# Cahn nucleus on a dislocation and its barrierless limit

## 1. Premises and conventions

A straight, undissociated dislocation with Burgers vector $b$ lies along $z$ in an isotropic matrix $(\mu,\nu)$. The new phase fills a body of revolution $\rho<r(z)$, and $r'=dr/dz$.

- **P1.** Sharp interface with isotropic, size-independent energy $\gamma$.
- **P2.** Uniform chemical driving force per particle volume $\Delta g$, positive when the matrix is supersaturated.
- **P3.** Incoherent interface that carries no shear. It absorbs $b$, and the particle is unstrained. No volume misfit.
- **P4.** Linear elasticity holds down to $\rho=r(z)$, so $r$ exceeds the core radius $r_c\approx b$.
- **P5.** Slice approximation: each slice $dz$ releases the energy that a cylinder of radius $r(z)$ would release.

The model is Cahn's (1957).

## 2. Released elastic energy

Screw: the only stress is $\sigma_{\theta z}=\mu b/2\pi\rho$, with energy density $w=\sigma_{\theta z}^2/2\mu=\mu b^2/8\pi^2\rho^2$.

Edge: with $D=\mu b/2\pi(1-\nu)$, $\sigma_{\rho\rho}=\sigma_{\theta\theta}=-D\sin\theta/\rho$, $\sigma_{\rho\theta}=D\cos\theta/\rho$, $\sigma_{zz}=\nu(\sigma_{\rho\rho}+\sigma_{\theta\theta})$. Then

$$w=\frac{1}{4\mu}\Big[\sigma_{ij}\sigma_{ij}-\frac{\nu}{1+\nu}\sigma_{kk}^2\Big]=\frac{D^2(1-2\nu\sin^2\theta)}{2\mu\rho^2},$$

and the average over $\theta$ is $D^2(1-\nu)/2\mu\rho^2$.

In both cases the averaged density is $\bar w=A/2\pi\rho^2$, and the energy per length left outside $r$ is

$$\int_r^{R}\bar w\,2\pi\rho\,d\rho=A\ln\frac{R}{r},\qquad A_s=\frac{\mu b^2}{4\pi},\qquad A_e=\frac{\mu b^2}{4\pi(1-\nu)}.$$

The screw field puts no traction on a coaxial cylinder, so the result is exact there. The edge field does. Changing the boundary condition at $\rho=r$ alters the energy per length by $A$ times a pure number, since for $r\ll R$ no second length exists. That constant drops out of every difference below.

## 3. Uniform cylinder

Up to a constant, the free energy per length is

$$G(r)=-A\ln r+2\pi\gamma r-\pi\Delta g\,r^2 .$$

Multiplying $G'(r)=0$ by $-r$ gives $2\pi\Delta g\,r^2-2\pi\gamma r+A=0$, so

$$r_{0,1}=\frac{\gamma}{2\Delta g}\big[1\mp\epsilon\big],\qquad \epsilon=\sqrt{1-\alpha},\qquad \alpha=\frac{2A\Delta g}{\pi\gamma^2}.$$

Hence $G'=-2\pi\Delta g\,(r-r_0)(r-r_1)/r$. Three regimes follow.

- $0<\alpha<1$: $G'$ is negative, positive, negative in turn. $r_0$ is a metastable tube of new phase, and $r_1$ is a maximum.
- $\alpha=1$: the roots merge in an inflection at $r=\gamma/2\Delta g=A/\pi\gamma$.
- $\alpha>1$: no real root and $G'<0$ for all $r$. The cylinder thickens without a barrier, at a rate set by diffusion.

With $1-\epsilon=\alpha/(1+\epsilon)$ the inner root becomes

$$r_0=\frac{A}{\pi\gamma(1+\epsilon)},\qquad \frac{A}{2\pi\gamma}\le r_0\le\frac{A}{\pi\gamma}\quad(0\le\alpha\le1).$$

The lower end, $\mu b^2/8\pi^2\gamma$ for a screw, is Frank's hollow-core radius (1951).

$G(r_1)-G(r_0)$ is an energy per length. Times a macroscopic length it is unbounded, so the tube escapes through a local bulge.

## 4. Saddle profile

The area element of a surface of revolution is $2\pi r\sqrt{1+r'^2}\,dz$. With P5,

$$\Delta G[r]=\int\big[\mathcal L-G(r_0)\big]dz,\qquad \mathcal L=2\pi\gamma r\sqrt{1+r'^2}-A\ln r-\pi\Delta g\,r^2,$$

with $r\to r_0$ and $r'\to0$ as $z\to\pm\infty$. The Euler–Lagrange equation is $\frac{d}{dz}\partial_{r'}\mathcal L=\partial_r\mathcal L$. Since $\mathcal L$ has no explicit $z$,

$$\frac{d}{dz}\big(\mathcal L-r'\partial_{r'}\mathcal L\big)=r'\Big(\partial_r\mathcal L-\frac{d}{dz}\partial_{r'}\mathcal L\Big)=0 .$$

With $\partial_{r'}\mathcal L=2\pi\gamma rr'/\sqrt{1+r'^2}$, and the constant fixed at infinity,

$$\frac{2\pi\gamma r}{\sqrt{1+r'^2}}-A\ln r-\pi\Delta g\,r^2=G(r_0).$$

Meaning: differentiate with respect to $r$ and divide by $2\pi r$. The sum of principal curvatures is $\kappa_1+\kappa_2=r^{-1}\,d\big[r/\sqrt{1+r'^2}\big]/dr$, so $\gamma(\kappa_1+\kappa_2)=\Delta g+\bar w(r)$. This is the Gibbs–Thomson balance with the elastic energy density added to the driving force.

**Scaling.** Let $\ell=2\gamma/\Delta g$, the critical radius of the homogeneous sphere, whose barrier is $\Delta G_{hom}=\tfrac{4\pi}{3}\gamma\ell^2=16\pi\gamma^3/3\Delta g^2$. Put $x=r/\ell$, $\zeta=z/\ell$, $x'=dx/d\zeta=r'$. Since $\pi\Delta g\,\ell^2=2\pi\gamma\ell$ and $A/2\pi\gamma\ell=\alpha/8$, division by $2\pi\gamma\ell$ gives $x_{0,1}=(1\mp\epsilon)/4$ and

$$\frac{x}{\sqrt{1+x'^2}}=h(x),\qquad h(x)=x_0+x^2-x_0^2+\frac{\alpha}{8}\ln\frac{x}{x_0}.$$

Define $g=x-h=[G(r)-G(r_0)]/2\pi\gamma\ell$. Then $h>0$ for $x\ge x_0$, since $h(x_0)=x_0$ and $dh/dx>0$, and $x'^2=(x^2-h^2)/h^2=g(2x-g)/h^2$. A real slope needs $g\ge0$. The function $g$ has a double zero at $x_0$ (exponential tails in $\zeta$), a maximum at $x_1$ and a simple zero at $x_m>x_1$. The waist radius $r_m=\ell x_m$ therefore solves $G(r_m)=G(r_0)$.

**Barrier.** The scaled integrand is $x\sqrt{1+x'^2}-h=(x^2-h^2)/h$, and $|d\zeta|=h\,dx/\sqrt{x^2-h^2}$. The two halves give $\Delta G^*=4\pi\gamma\ell^2\int\sqrt{x^2-h^2}\,dx$, or

$$f(\alpha)\equiv\frac{\Delta G^*}{\Delta G_{hom}}=3\int_{x_0}^{x_m}\sqrt{x^2-h(x)^2}\;dx .$$

The reduced barrier depends on $\alpha$ alone.

**Saddle character.** The second variation under axisymmetric changes is a Sturm–Liouville form with leading coefficient $\partial^2\mathcal L/\partial r'^2=2\pi\gamma r(1+r'^2)^{-3/2}>0$. Translation along $z$ costs nothing, so $r'(z)$ is an eigenfunction with eigenvalue zero. It has one node, at the waist. Exactly one eigenfunction, the nodeless one, lies lower. The profile has one unstable axisymmetric mode.

## 5. Limits

**Small $\alpha$.** At $\alpha=0$: $x_0=0$, $h=x^2$, $x_m=1$, $f=3\int_0^1x\sqrt{1-x^2}\,dx=1$, the sphere. To first order $x_0=\alpha/8$ and $\delta h=\frac{\alpha}{8}[1+\ln(8x/\alpha)]$. The integrand vanishes at both limits, so their shifts do not enter at this order, and $\delta f=-3\int_0^1 x\,\delta h\,(1-x^2)^{-1/2}dx$. With $\int_0^1x(1-x^2)^{-1/2}dx=1$ and $\int_0^1x\ln x\,(1-x^2)^{-1/2}dx=\ln2-1$,

$$f=1-\frac{3\alpha}{8}\ln\frac{16}{\alpha}+o(\alpha).$$

**Barrierless limit.** Put $u=x-x_0=O(\epsilon)$. From $dg/dx=-2(x-x_0)(x-x_1)/x$ with $x\simeq\frac14$ and $x_1-x_0=\epsilon/2$,

$$g\simeq2\epsilon u^2-\tfrac83u^3,\qquad u_m=\tfrac34\epsilon,\qquad x^2-h^2\simeq\tfrac12 g=\epsilon u^2(1-u/u_m).$$

With $h\simeq\frac14$ the slope is $|u'|=4\sqrt\epsilon\,u\sqrt{1-u/u_m}$, solved by

$$u=\tfrac34\epsilon\,\mathrm{sech}^2(k\zeta),\qquad k=2\sqrt\epsilon .$$

With $\int_0^1t\sqrt{1-t}\,dt=\frac4{15}$,

$$f\simeq3\sqrt\epsilon\,u_m^2\cdot\tfrac4{15}=\tfrac{9}{20}\,(1-\alpha)^{5/4}.$$

As $\alpha\to1$ the bulge height falls as $(1-\alpha)^{1/2}$, its length $\ell/k$ grows as $(1-\alpha)^{-1/4}$, and the barrier vanishes continuously. The reduced functional is $\int[\frac18u'^2+g]\,d\zeta$. Four times its second-variation operator is $-\partial_\zeta^2+4k^2-12k^2\mathrm{sech}^2k\zeta$, whose nodeless eigenfunction $\mathrm{sech}^3k\zeta$ has eigenvalue $-5k^2$. This is the unstable mode.

## 6. Size of what P5 drops (screw)

On a tilted interface the normal has $|n_z|\simeq|r'|$, and the screw field exerts a twisting traction $t=\mu b|r'|/2\pi r$, which P3 forbids. For a slowly varying profile the cancelling field is $u_\theta=C/\rho$, with $\sigma_{\rho\theta}=\mu(\partial_\rho u_\theta-u_\theta/\rho)=-2\mu C/\rho^2$, of magnitude $tr^2/\rho^2$. The cross term with the original field is minus twice the self-energy of the correction, since their tractions are opposite. The total thus falls by the self-energy,

$$\int_r^\infty\frac{t^2r^4}{2\mu\rho^4}\,2\pi\rho\,d\rho=\frac{\pi t^2r^2}{2\mu}=\frac{A_s}{2}r'^2 .$$

The gradient term $\pi\gamma r\,r'^2$ becomes $(\pi\gamma r-A_s/2)\,r'^2$. In scaled form the integrand is $\frac m2x'^2+g$ with $m=x-\alpha/8$. Its first integral is $x'^2=2g/m$, so

$$f_{rel}\simeq3\int_{x_0}^{x_m}\sqrt{2g\,(x-\alpha/8)}\;dx .$$

At $\alpha=1$, $m$ drops from $\frac14$ to $\frac18$. The exponent $5/4$ and the threshold $\alpha=1$ survive, and the prefactor falls from 0.45 to $9/(20\sqrt2)=0.32$. For a near-spherical nucleus the same relaxation is of order $A\ell$ on dimensional grounds. It changes the constant 16 under the logarithm and leaves the $\alpha\ln(1/\alpha)$ term intact.

## 7. The core objection

P4 requires $r_0>r_c$. By Section 3 this means $1+\epsilon<A/\pi\gamma r_c$, which has a solution only if

$$\gamma<\frac{A}{\pi r_c},\qquad\text{that is}\quad \gamma<\frac{\mu b}{4\pi^2}\ \text{(screw)},\quad \gamma<\frac{\mu b}{4\pi^2(1-\nu)}\ \text{(edge)}\quad\text{for } r_c=b .$$

Gomez-Ramirez and Pound (1973) objected that $r_0$ is commonly of core size. The tube then comes from the divergence $-A\ln r\to+\infty$, which a real core lacks, and the initial state is the bare dislocation. For $\alpha>1$ the result $G'<0$ covers only $r>r_c$ and says nothing about the path from $r=0$ to $r_c$.

An illustrative repair keeps the far field and caps the density: $\bar w=A/2\pi(\rho^2+a^2)$. The energy released inside $r$ is $W=\frac A2\ln(1+r^2/a^2)\to A\ln(r/a)$, so $a$ is the effective cut-off that includes the core energy. Now $G=2\pi\gamma r-\pi\Delta g\,r^2-W$, with $G(0)=0$ and $G'(0)=2\pi\gamma>0$. A barrier remains at any $\alpha$. Section 4 carries over with $-A\ln r\to-W$. The nucleus closes on the axis, where every term of the first integral vanishes, so the constant is zero:

$$h_a=x^2+\frac{\alpha}{16}\ln\Big(1+\frac{x^2\ell^2}{a^2}\Big),\qquad f_a=3\int_0^{x_m}\sqrt{x^2-h_a^2}\,dx,$$

with $x_m$ the first positive root of $h_a=x$. P1 is still stretched to atomic radii, so $f_a$ gauges the sensitivity to the core and no more.

## 8. Range of validity

1. $r_0>r_c$, which needs low $\gamma/\mu b$ or a large Burgers vector. The threshold $\alpha=1$ needs $A/\pi\gamma>r_c$.
2. The nucleus holds many atoms, so that $\gamma$ and $\Delta g$ are defined, and $\Delta G^*\gg k_BT$. Near $\alpha=1$ the barrier falls below $k_BT$ first.
3. P5 fixes $f$ only up to the corrections of Section 6.
4. Incoherent, freely sliding interface. A coherent particle keeps the dislocation and gains energy through its misfit instead.
5. Small misfit energy. Estimate for a sphere of bulk modulus $K_p$ and volume misfit $\delta$: at pressure $p$ the cavity field $u_\rho\propto\rho^{-2}$ opens the hole by the volume strain $3p/4\mu$, and the particle shrinks by $p/K_p$. Their sum is $\delta$. The stored energy per particle volume is $\frac12p\delta=2\mu K_p\delta^2/(3K_p+4\mu)$, to be subtracted from $\Delta g$. Near an edge dislocation the misfit also couples to the hydrostatic field and breaks the axial symmetry.
6. No segregation or dissociation. A solute atmosphere makes $\Delta g$ nonuniform out of equilibrium and alters $\gamma$.

## 9. Illustration: NbC in austenite at 1173 K

**Inputs** (typical or approximate): $\mu=45$ GPa, $\nu=0.30$, $b=0.258$ nm, $\gamma=0.50$ J m$^{-2}$, NbC lattice parameter 0.447 nm with four formula units per cell, solubility product $\log_{10}K_s=2.26-6770/T$ in (wt%)$^2$. Assumed steel: 0.04 wt% Nb, 0.05 wt% C, no N.

**Driving force.** In dilute solution each solute chemical potential varies as $k_BT\ln c$, and the sum for Nb and C equals that of NbC when $[\mathrm{Nb}][\mathrm C]=K_s$. So $\Delta g=k_BT\ln S/v$ with $S=[\mathrm{Nb}][\mathrm C]/K_s$ and $v$ the volume per formula unit. Here $\log_{10}K_s=-3.512$, $K_s=3.08\times10^{-4}$, $S=6.49$, $\ln S=1.871$, $k_BT=0.101$ eV, $v=0.02233$ nm$^3$, and $\Delta g=1.357$ GJ m$^{-3}$ (18.2 kJ per mole of NbC).

**Homogeneous reference.** $\ell=0.737$ nm, 75 formula units, $\Delta G_{hom}=7.1$ eV $=70\,k_BT$.

| | screw | edge |
|---|---|---|
| $A$ (eV/nm) | 1.49 | 2.13 |
| $\alpha$ | 0.824 | 1.177 |
| $S$ for $\alpha=1$ at this $\gamma$ | 9.7 | 4.9 |
| $\gamma$ for $\alpha=1$ at this $S$ (J m$^{-2}$) | 0.45 | 0.54 |
| largest $r_0/b=A/\pi\gamma b$ | 0.59 | 0.84 |
| $A/\pi b$ (J m$^{-2}$) | 0.29 | 0.42 |

**Cahn's model.** The edge is barrierless. For the screw $\epsilon=0.420$, $x_0=0.145$, $x_m=0.493$, so $r_0=0.107$ nm $=0.41\,b$ and $r_m=0.36$ nm. Quadrature gives $f=0.069$ and $\Delta G^*=0.49$ eV $=4.8\,k_BT$. The limiting law gives 0.051, low because $\epsilon$ is not small. The slopes obey $r'^2<0.1$, so Section 6 applies and gives $f_{rel}=0.057$.

**Core test.** It fails for both characters at every supersaturation, since $\gamma$ exceeds $A/\pi b$ and $r_0$ never reaches $b$. The capped model, for two assumed cut-offs:

| | $a$ | $r_m$ (nm) | $f_a$ | $\Delta G^*$ (eV) |
|---|---|---|---|---|
| screw | $b$ | 0.65 | 0.75 | 5.3 |
| screw | $b/4$ | 0.51 | 0.36 | 2.5 |
| edge | $b$ | 0.61 | 0.65 | 4.6 |
| edge | $b/4$ | 0.34 | 0.12 | 0.84 |

The core treatment moves the edge barrier from zero to between 0.84 and 4.6 eV, far more than the correction of Section 6.

**Misfit.** Take $K_p=281$ GPa, a compiled room-temperature value (High-pressure structural stability of NbC, 2017). The coefficient $2\mu K_p/(3K_p+4\mu)$ is 24.7 GPa and depends weakly on $K_p$ because $3K_p\gg4\mu$. A residual $\delta=0.10$ costs 0.25 GJ m$^{-3}$, or 18% of $\Delta g$, and brings $\alpha_e$ down to 0.96. A misfit $\delta=0.23$ cancels $\Delta g$. An austenite site has volume $b^3/\sqrt2=0.01214$ nm$^3$, and $v$ is 1.84 times that. Each formula unit thus needs up to 0.84 of a site volume beyond its Nb site, less the dilatation that dissolved Nb and C give up. P3 holds only if vacancies, supplied for instance by climb of the edge segments, remove most of it.

**Beside it, oxide on a screw dislocation in silicon**, with approximate $\mu=60$ GPa, $b=0.384$ nm and an assumed $\gamma=0.40$ J m$^{-2}$: $r_0$ runs from $0.73\,b$ to $1.46\,b$, and exceeds $b$ for $\alpha>0.79$. The larger $\mu b/\gamma$ lets the core test pass marginally, while the misfit caveat applies there too.

All barriers above are the model's. As typical knowledge, NbC in deformed austenite near this temperature appears on dislocations within seconds to tens of seconds, far sooner than in undeformed austenite, and small particles tend to a cube-on-cube, partly coherent interface. The model has the direction of the first point, because every variant gives $f<1$. The second point conflicts with P3 and suggests that $\gamma$ at nucleus size may lie below 0.50 J m$^{-2}$, which would lower all barriers through $\Delta G_{hom}\propto\gamma^3$ and $\alpha\propto\gamma^{-2}$. With $\alpha$ of order one and $r_0<b$, the model places dislocations in this steel among the strongly catalytic sites, but its barrier spans 0 to 5.3 eV with the core treatment and the dislocation character, and it fixes no nucleation rate.